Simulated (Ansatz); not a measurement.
## Ge: energy above lowest point and pressure as volume scale varies

Free energy against uniform scaling of the volume at fixed shape and fractions; periodic cell, basis, potentials, k mesh and filling as listed. The results are calculated, by Ansatz 0.2.0.

The cell before it is scaled or strained (space group P6_3mc, No. 186):
```
CELL_PARAMETERS angstrom
4.06390 0.00000 0.00000
-2.03190 3.51940 0.00000
0.00000 0.00000 11.02990
ATOMIC_POSITIONS crystal
Ge 0.00000 0.00000 0.97745
Ge 0.00000 0.00000 0.47745
Ge 0.33333 0.66667 0.91485
Ge 0.66667 0.33333 0.41485
```

Settings of every row: functional r2SCAN; dispersion none; potentials PAW; wave cutoff 653.07 eV; density cutoff 2612.3 eV; k mesh 7x7x2; k shift 0x0x0; occupations gaussian; smearing width 0.15 eV; spin none.

Limits: a layered crystal: even scaling strains the bonds within the layers, so this curve is stiffer than the crystal under pressure; minimum outside the range; the cell comes from a prototype or a list of computed structures and needn't be the stable phase.

```
row  volume scale  V (Å³/atom)  energy above lowest point (meV/atom)  pressure (GPa)
  1        0.9406       37.096                                     0           -0.27
  2        0.9703       38.267                                   5.7           -1.26
  3             1       39.439                                    18           -2.08
  4        1.0297        40.61                                     ?               ?
  5        1.0594       41.781                                  58.1           -3.32
```

Question: what energy above lowest point and pressure should row 4 give?

Worked fit of energy above lowest point. Take u = (V_r/V)^(2/3) − 1 with V_r = 38.853 Å³ an atom, which is twice the finite (Eulerian) strain; such expansions in the strain, on which the Birch-Murnaghan equation of state is built, carry the rest volume and the bulk modulus. The shown rows have u = 0.03133, 0.01018, -0.00993, -0.04728. Least squares give energy above lowest point = 11.11 − 609.7 × u + 8128 × u² meV/atom; a straight line predicts inner rows, each left out in turn, worse (root mean square 7.9 against 0.089 meV/atom). All shown rows lie on it to the printed digit. The withheld row has u = -0.02906, so the fit gives 11.11 − 609.7 × (-0.02906) + 8128 × (-0.02906)² = 35.7 meV/atom.

The calculation gave 35.8 meV/atom. The fit lies 0.1 meV/atom (0.17 % of the column's range) below it, one unit of the last digit.

Worked fit of pressure. Take u = (V_r/V)^(2/3) − 1 with V_r = 38.853 Å³ an atom, which is twice the finite (Eulerian) strain; such expansions in the strain, on which the Birch-Murnaghan equation of state is built, carry the rest volume and the bulk modulus. The shown rows have u = 0.03133, 0.01018, -0.00993, -0.04728. Least squares give pressure = −1.689 + 40.97 × u + 136.9 × u² GPa; a straight line predicts inner rows, each left out in turn, worse (root mean square 0.13 against 0.0051 GPa). All shown rows lie on it to the printed digit. The withheld row has u = -0.02906, so the fit gives −1.689 + 40.97 × (-0.02906) + 136.9 × (-0.02906)² = -2.76 GPa.

The calculation gave -2.76 GPa. The fit meets it to the printed digit.
